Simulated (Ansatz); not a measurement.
# How methods differ on HfF4 (SMILES F[Hf](F)(F)F)

The species is HfF4 (5 atoms), meant as a singlet with charge 0. SMILES: `F[Hf](F)(F)F`. Geometry: optimised at PBE0/def2-SVP.

Each level gives the adiabatic electron affinity (to the doublet anion, shapes relaxed at PBE0/def2-SVP, no zero-point term) (eV). The values are calculated.

The electron affinity is E(neutral) − E(anion): positive where the electron is bound.

```json
{"level": "HF/def2-SVP (core potential)", "kind": "Hartree–Fock", "program": "Ansatz", "value (eV)": "0.20", "less CCSD(T)/def2-SVP": "+0.02"}
{"level": "SVWN5/def2-SVP (core potential)", "kind": "LDA", "program": "Ansatz", "value (eV)": "0.37", "less CCSD(T)/def2-SVP": "+0.19"}
{"level": "BLYP/def2-SVP (core potential)", "kind": "GGA", "program": "Ansatz", "value (eV)": "0.28", "less CCSD(T)/def2-SVP": "+0.10"}
{"level": "B3LYP/def2-SVP (core potential)", "kind": "global hybrid", "program": "Ansatz", "value (eV)": "0.50", "less CCSD(T)/def2-SVP": "+0.32"}
{"level": "PBE0-D4/def2-SVP (core potential)", "kind": "global hybrid", "program": "Ansatz", "value (eV)": "0.42", "less CCSD(T)/def2-SVP": "+0.24"}
{"level": "wB97M-V/def2-SVP (core potential)", "kind": "range-separated hybrid", "program": "Ansatz", "value (eV)": "0.33", "less CCSD(T)/def2-SVP": "+0.15"}
{"level": "MP2/def2-SVP (core potential)", "kind": "perturbation theory", "program": "Ansatz", "value (eV)": "0.05", "less CCSD(T)/def2-SVP": "-0.13"}
{"level": "CCSD(T)/def2-SVP (core potential)", "kind": "coupled cluster or CI", "program": "Ansatz", "value (eV)": "0.18", "less CCSD(T)/def2-SVP": "0.00"}
```

Differences are taken from CCSD(T)/def2-SVP (core potential) for orientation; it has basis-set and higher-order errors of its own. Spin-orbit coupling, which can split open shells on such heavy atoms by tenths of an eV, is left out. The values span 0.05 to 0.50 eV.

Every level binds the extra electron to HfF4, but only weakly, from 0.05 eV with MP2 to 0.50 eV with B3LYP. The fluorides already have closed shells, so the electron must enter a largely metal-centred orbital of formally d⁰ Hf(IV), probably a 5d/6s mixture polarised away from the ligands. The strongly positive metal centre attracts it, while repulsion from the surrounding fluoride electrons offsets much of that attraction.

The values do not follow the share of exact exchange: B3LYP lies above BLYP, yet Hartree–Fock lies below both. Hartree–Fock comes within 0.02 eV of CCSD(T), whereas MP2 falls below it. Because orbital relaxation is already included in the separate Hartree–Fock calculations on the neutral and the anion, the small difference means that the net correlation contribution to the affinity is small at the CCSD(T) level in this basis, not that Hartree–Fock describes correlation in either species. The calculations support a weakly bound anion within this basis, but not a precise binding energy. Because def2-SVP has no dedicated diffuse functions, a spatially extended anion would probably be underbound at all levels, and their agreement in sign cannot test that shared limitation.
